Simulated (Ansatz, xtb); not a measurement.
# C4H7FSi: which of two isomers lies lower

Structure I is `C=C=CC[SiH2]F`, a singlet and structure II is `C#CCC[SiH2]F`, a singlet. Both are isolated molecules in the gas phase, relaxed with PBE-D3(BJ)/def2-SVP, each in the lowest conformer that the search found.

Problem. Estimate which is lower in electronic energy at CCSD(T)/def2-SVP + ΔMP2/def2-TZVPP, and by roughly how much.

Solution. The CCSD(T)/def2-SVP + ΔMP2/def2-TZVPP calculation puts structure I lower, by 9.7 kJ/mol.

The same difference at several levels:

```
                             level             geometry  E(II) − E(I) (kJ/mol)  departure from the last row (kJ/mol)  job, with rough time for the two
                          GFN2-xTB             GFN2-xTB                    −4.3                                 −13.9              optimisation, 0.33 s
                         HF/STO-3G             GFN2-xTB                   −42.9                                 −52.5               single point, 0.8 s
                r2SCAN-D4/def2-SVP             GFN2-xTB                   +27.3                                 +17.7               single point, 5.9 s
               PBE-D3(BJ)/def2-SVP  PBE-D3(BJ)/def2-SVP                   +29.9                                 +20.3                optimisation, 65 s
                       HF/def2-SVP  PBE-D3(BJ)/def2-SVP                    +8.9                                  −0.8           part of the CCSD(T) run
                      MP2/def2-SVP  PBE-D3(BJ)/def2-SVP                    −6.9                                 −16.6           part of the CCSD(T) run
                  CCSD(T)/def2-SVP  PBE-D3(BJ)/def2-SVP                    +8.3                                  −1.4                      single point
CCSD(T)/def2-SVP + ΔMP2/def2-TZVPP  PBE-D3(BJ)/def2-SVP                    +9.7                                                      single point, 63 s
```

As drawn, II has 1 C≡C, 1 C–C in place of 2 C=C.

GFN2-xTB, HF/STO-3G, MP2/def2-SVP put the two in the other order. The largest departure from CCSD(T)/def2-SVP + ΔMP2/def2-TZVPP is that of HF/STO-3G, 52.5 kJ/mol. The last row adds to CCSD(T) the change of the MP2 difference between the two basis sets, here +1.4 kJ/mol.

With thermal terms from frequencies at re-optimised GFN2-xTB minima (ideal gas, soft modes damped towards free rotors, one conformer each, 298.15 K, 1 atm): the zero-point term adds +2.6 kJ/mol; ΔH is +12.1 and ΔG +12.9 kJ/mol.

The correlated steps freeze 10 core orbitals. Codes used: Ansatz 0.2.0, xtb 6.7.1; the last row on 2 threads of Intel(R) Xeon(R) Processor @ 2.70GHz on a shared host.

The allenyl isomer lies modestly lower, and the thermal terms slightly widen the gap. A terminal alkyne and a monosubstituted allene are normally close in energy, because the strong triple bond and the additional C–C single bond of one roughly offset the two cumulated double bonds of the other. Here the silicon position probably tips the balance. In I the C–Si bond is allylic and can donate into the adjacent π system, whereas in II an extra CH2 group separates it from the alkyne.

The Hartree–Fock value in the same basis is close to the coupled-cluster one only through cancellation: second-order correlation shifts the balance towards the alkyne, and the higher-order terms take nearly all of that shift back. PBE and r2SCAN give the right order but exaggerate the preference, probably because semilocal functionals over-favour cumulated π bonds. The result ranks only these two isomers; the internal alkyne, with its more substituted triple bond, would be expected to lie below both.
